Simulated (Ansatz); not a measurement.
## Ligand exchange: AlH(CH3)I + C2H4S → AlH(CH3)(SH) + C2H3I

Species: AlH(CH3)I, singlet; C2H4S `C=CS`, singlet; AlH(CH3)(SH), singlet; C2H3I (vinyl iodide) `C=CI`, singlet. The partners trade I for SH: Al–I and C–SH bonds give way to Al–SH and C–I.

Shapes, held fixed at every level: PBE0-D4/def2-TZVP. Flexible molecules stand in one conformer, not always the lowest. Programs: Ansatz 0.2.0. Electronic energies: no zero-point or thermal term.

(1) Estimate ΔE of this reaction.

Answers

(1) The highest level, CCSD(T)/def2-TZVPP, gives ΔE = +38.6 kJ/mol; the levels span +38.6 to +44.2. The column of differences is taken from that level and isn't an error. No measured value is set beside it here. For atoms past krypton def2 sets carry core potentials with scalar relativity. Outer-core shells of I are correlated in most correlated rows, in sets that cover them unevenly. Times are processor times on shared x86 and Arm servers, and rough.

```csv
level,kind,ΔE (kJ/mol),less CCSD(T)/def2-TZVPP,CPU time (sum over the molecules)
PBE-D4/def2-TZVPP,GGA,+42.5,+3.9,18 s
B3LYP-D4/def2-TZVPP,global hybrid,+42.1,+3.5,27 s
wB97M-V/def2-TZVPP,range-separated hybrid,+44.2,+5.6,73 s
B2PLYP/def2-TZVPP,double hybrid,+42.3,+3.7,39 s
MP2/def2-TZVPP,perturbation theory,+41.4,+2.8,–
CCSD/def2-TZVPP,coupled cluster or CI,+40.5,+1.9,–
CCSD(T)/def2-TZVPP,coupled cluster or CI,+38.6,0.0,4.6 min
```

Exchanging iodide for thiolate at aluminium is uphill at every level, by +38.6 kJ/mol with CCSD(T), so vinyl thiol and the aluminium iodide are the favoured pair in energy. The likely reason lies on the carbon side. A C–S bond is normally much stronger than a C–I bond, where the diffuse iodine 5p orbital overlaps poorly with carbon, and the sulfur lone pair also conjugates better with the vinyl π system. Aluminium, bound to either ligand through a polar bond with some π donation into its empty p orbital, probably discriminates less between them and can't repay that loss.

Because the exchange conserves the number of electron pairs and broadly the bond types, much of the correlation error should cancel, which fits the narrow spread among the methods. Perturbative triples lower the CCSD value only slightly and leave the sign untouched. With two molecules on each side, entropy is unlikely to overturn the preference in the gas phase. The reaction energy says nothing about how fast the ligands exchange.
